Why does Hartree–Fock theory hold the hydrogen of an O–H group too close to the oxygen, and why does it charge too much for pulling it away? The molecule here is a small radical, HO–In–Cl, in which only the hydrogen moves, along the O–H bond. The rest stays fixed, so each energy is the price of changing one bond length.

Rigid O–H stretch of the gas-phase radical HO–In–Cl (doublet), computed with Ansatz 0.2.0: unrestricted, def2-TZVPP basis, def2 core potential on In, frozen cores in CCSD(T) with In 4d correlated. The stretch is the O–H distance, with all else held as in the PBE0-D4/def2-TZVP minimum (0.964 Å), which sets the zero of energy for each method.

| stretch (Å) | CCSD(T) (eV) | r2SCAN-D4 (eV) | PBE0-D4 (eV) | B3LYP-D4 (eV) | HF (eV) | T1 diagnostic |
| --- | --- | --- | --- | --- | --- | --- |
| 0.829 | 0.6462 | 0.6520 | 0.6357 | 0.6507 | 0.4891 | 0.018 |
| 0.857 | 0.3774 | 0.3828 | 0.3688 | 0.3820 | 0.2516 | 0.019 |
| 0.899 | 0.1251 | 0.1291 | 0.1196 | 0.1287 | 0.0477 | 0.019 |
| 0.947 | 0.0075 | 0.0087 | 0.0059 | 0.0086 | -0.0129 | 0.019 |
| 0.964 | 0.0000 | 0.0000 | 0.0000 | 0.0000 | 0.0000 | n/a |
| 1.001 | 0.0322 | 0.0295 | 0.0361 | 0.0297 | 0.0777 | 0.019 |
| 1.059 | 0.1856 | 0.1786 | 0.1969 | 0.1791 | 0.3041 | 0.019 |
| 1.121 | 0.4434 | 0.4326 | 0.4646 | 0.4333 | 0.6421 | 0.020 |
| 1.185 | 0.7706 | 0.7570 | 0.8040 | 0.7571 | 1.0542 | 0.020 |
| 1.253 | 1.1535 | 1.1388 | 1.2011 | 1.1349 | 1.5298 | 0.021 |

## What has to be explained

Take CCSD(T) as the reference. At 1.253 Å it asks 1.1535 eV for the stretch, while Hartree–Fock (HF) asks 1.5298 eV, a third more. At the short end, 0.829 Å, the error has the opposite sign: HF makes the compression a quarter too cheap. In between, at 0.947 Å, HF even gives a negative energy.

The negative entry looks like a fault but comes from the choice of zero. All energies are counted from the structure at 0.964 Å, which is the minimum of PBE0 and not that of HF. (The structure was optimised with the def2-TZVP basis set, while the energies in the table were computed with the larger def2-TZVPP. All methods use the same structures, so the comparison between them stands.) A method that prefers a shorter bond must fall below zero on the short side. The agreement of all methods at 0.964 Å is likewise imposed, so only the way in which they part from there carries information.

## The HF error is a change of correlation energy

In HF each electron moves in the average field of the others. CCSD(T) starts from the same HF description and adds the correlation energy, which the electrons gain by avoiding one another from moment to moment. Let $C$ be the size of this gain, a positive number, at a bond length $r$, and let $r_0$ be the common zero at 0.964 Å. Then

$$E_{\mathrm{HF}}(r)-E_{\mathrm{CCSD(T)}}(r)=C(r)-C(r_0),$$

where both energies are counted from $r_0$. The difference between the two columns is therefore the correlation energy gained or lost since the zero point.

Read in this way, the table says that correlation grows with the bond length, from each row to the next. Up to 1.253 Å the gain is 0.376 eV. That is only about 2% of the correlation energy that CCSD(T) finds at the minimum for the electrons outside the frozen cores, 19.83 eV. Nearly all of the correlation energy is thus common to both ends of the scan and drops out, and the small part that changes makes the error.

## Why a longer bond gains more correlation

The hydrogen molecule shows the cause in its simplest form. Its two electrons share a bonding orbital spread evenly over both atoms. In the HF description the position of one electron tells nothing about the other, so both are found on the same atom half of the time. They repel each other strongly there, and they would do better to keep to opposite ends.

The electrons can do so if the wave function takes in some of the configuration in which both occupy the antibonding orbital. With the right sign, this admixture weakens the arrangements with both electrons on one atom and strengthens those with one electron on each. Let the second configuration lie higher than the first by $2\Delta$, and let $K$ be the coupling between them. The lower of the two mixed states then lies below the HF energy by

$$C=\sqrt{\Delta^2+K^2}-\Delta\approx\frac{K^2}{2\Delta}\quad\text{for } K\ll\Delta.$$

When the bond is stretched, the two atomic orbitals overlap less. The bonding orbital rises, the antibonding one falls, and $\Delta$ shrinks. The coupling $K$ comes from the repulsion between the electrons and changes more slowly. The admixture becomes cheaper, so the gain $C$ grows. Compression widens the gap and makes the gain smaller.

The same argument applies to the O–H bond, with some limits. This bond is polar, so its electrons lean towards oxygen from the start, and the bonding pair also correlates with the lone pairs beside it. The calculation yields only the total correlation energy and doesn't divide it among pairs. That the total grows is a result; that the bonding pair is the main source is expected from theory. It fits the fact that only the hydrogen moves, but this doesn't prove it, since the correlation with the lone pairs changes as well.

## How a steady gain shifts the minimum

A correlation energy that grows with length acts as a small outward pull on the hydrogen. HF lacks this pull, so its bond settles at a shorter length. The size of the shift follows from two quantities: the strength of the pull and the stiffness of the bond that resists it.

Near the minimum, let $d=r-r_0$ be the displacement. The CCSD(T) energy is then roughly $\tfrac12 k d^2$, with stiffness $k$, and the correlation gain is roughly $g\,d$, with slope $g$. The HF energy is the sum of the two,

$$E_{\mathrm{HF}}\approx \tfrac12 k d^2+g\,d .$$

Its slope, $kd+g$, vanishes at $d=-g/k$.

Both quantities can be read from rows next to the minimum. Between 0.947 and 1.001 Å the correlation gain changes from −0.0204 to 0.0455 eV, which gives $g=0.0659/0.054=1.22$ eV/Å.

The stiffness comes from the CCSD(T) energies at 0.947, 0.964 and 1.001 Å. The slope of the curve is −0.441 eV/Å in the first of the two intervals and 0.870 eV/Å in the second. The middles of these intervals lie 0.027 Å apart, so $k=1.311/0.027\approx 48.6$ eV/Å².

The shift is then $1.22/48.6\approx0.025$ Å, and the HF minimum should lie near 0.94 Å. The tabulated HF energies agree, since the lowest of them stands at 0.947 Å. This agreement is no independent test, because the slope $g$ was itself taken from HF energies. What the estimate adds is a sense of proportion: a pull of about 1 eV/Å moves a bond as stiff as O–H by only a few hundredths of an ångström.

## Where the simple picture holds and where it fails

The two halves of the model wear out at different rates. At 1.253 Å the displacement is 0.289 Å, and the straight line gives a correlation gain of $1.22\times0.289\approx0.35$ eV, close to the computed 0.376 eV. The parabola does far worse. It gives $\tfrac12\times48.6\times0.289^2\approx2.0$ eV for the stretch, where CCSD(T) finds 1.15 eV.

The parabola fails because a bond isn't a spring. On compression the proton is pushed into the dense electron cloud of oxygen and towards its nucleus, and the repulsion rises steeply. On stretching, the attraction weakens as the overlap fades, and each further step costs less than a spring would ask. This lopsided shape is present in HF as well. Correlation only tilts the curve, and the tilt stays nearly even over the whole scan.

The tilt also explains why HF bonds appear too stiff in vibration. A perfectly even tilt would leave the curvature at any given length unchanged. It does, however, move the HF minimum inward, to a place where the curve bends more sharply. Worked out in the same way from three neighbouring rows, the CCSD(T) curvature is about 62 eV/Å² around 0.94 Å, against about 49 eV/Å² around 0.97 Å. The hydrogen in HF thus vibrates about a point where much the same curve bends more sharply.

## Why the density functionals do better

The three density functionals allow for correlation from the start, through approximate expressions for exchange and correlation. These depend on the electron density and its local variation, and in r2SCAN also on the kinetic energy density of the orbitals. PBE0 recovers most of the outward pull that HF lacks, and the other two slightly more than all of it. At 1.253 Å PBE0 lies 0.048 eV above CCSD(T), about an eighth of the HF error. r2SCAN and B3LYP lie slightly below.

PBE0 errs in the same direction as HF on both sides of the zero. A reason lies close at hand, since a quarter of its exchange is taken from HF theory. As long as the two bonding electrons share one orbital, exact exchange treats them as spread over both atoms and does nothing to keep them apart. The approximate exchange of a density functional is more local and so imitates part of the avoidance between the two ends.

The share of exact exchange can't be the whole explanation, though. B3LYP contains a fifth of it and r2SCAN none, yet the two stay within 0.004 eV of each other in every row. The rest of each functional evidently matters as much as this one ingredient.

The smallest of these deviations shouldn't be ranked. B3LYP differs from CCSD(T) by at most 0.019 eV, and the finite basis set may leave an error of similar size in CCSD(T) itself. The HF error at the long end is twenty times larger and stands clear of this doubt.

## How far the trend may be carried

The scan ends at 1.3 times the normal bond length, well before the bond is broken. Up to there the T1 diagnostic, which warns when a single HF determinant is a poor starting point, rises only from 0.018 to 0.021. The slope of the correlation gain also changes smoothly, without a kink. Both signs speak for a bond that is weakened but still intact.

The steady growth must not be continued to separate fragments. Far out, an unrestricted HF calculation places the two electrons, with opposite spins, on different atoms. It then provides by itself the separation that correlation supplied before, and the correlation gain shrinks again. In the region between, CCSD(T) built on one determinant also becomes less reliable.

For other bonds the reasoning gives a rule with a condition. Where correlation grows with the bond length, as it does here, the HF bond is too short by roughly the slope of the correlation gain divided by the stiffness. For the same pull, a softer bond shifts further. The pull itself must be found for each bond, and it can even change sign: where the attraction comes mainly from correlation, as between two noble-gas atoms, HF puts the atoms too far apart or doesn't bind them at all.

The result has a modest practical side. Indium oxide serves as a transparent contact and, in mixed oxides, as the channel of thin-film transistors, and its films can be grown from indium chlorides and water. Such growth has to break O–H bonds, and the way there leads through partly stretched ones. For the stretch alone, HF asks some tenths of an electronvolt too much at the longer lengths computed here, whereas the three functionals stay within about 0.05 eV of CCSD(T). In a real reaction a new bond to the hydrogen can form while the old one stretches, so the error in a reaction barrier can't be read from this table.
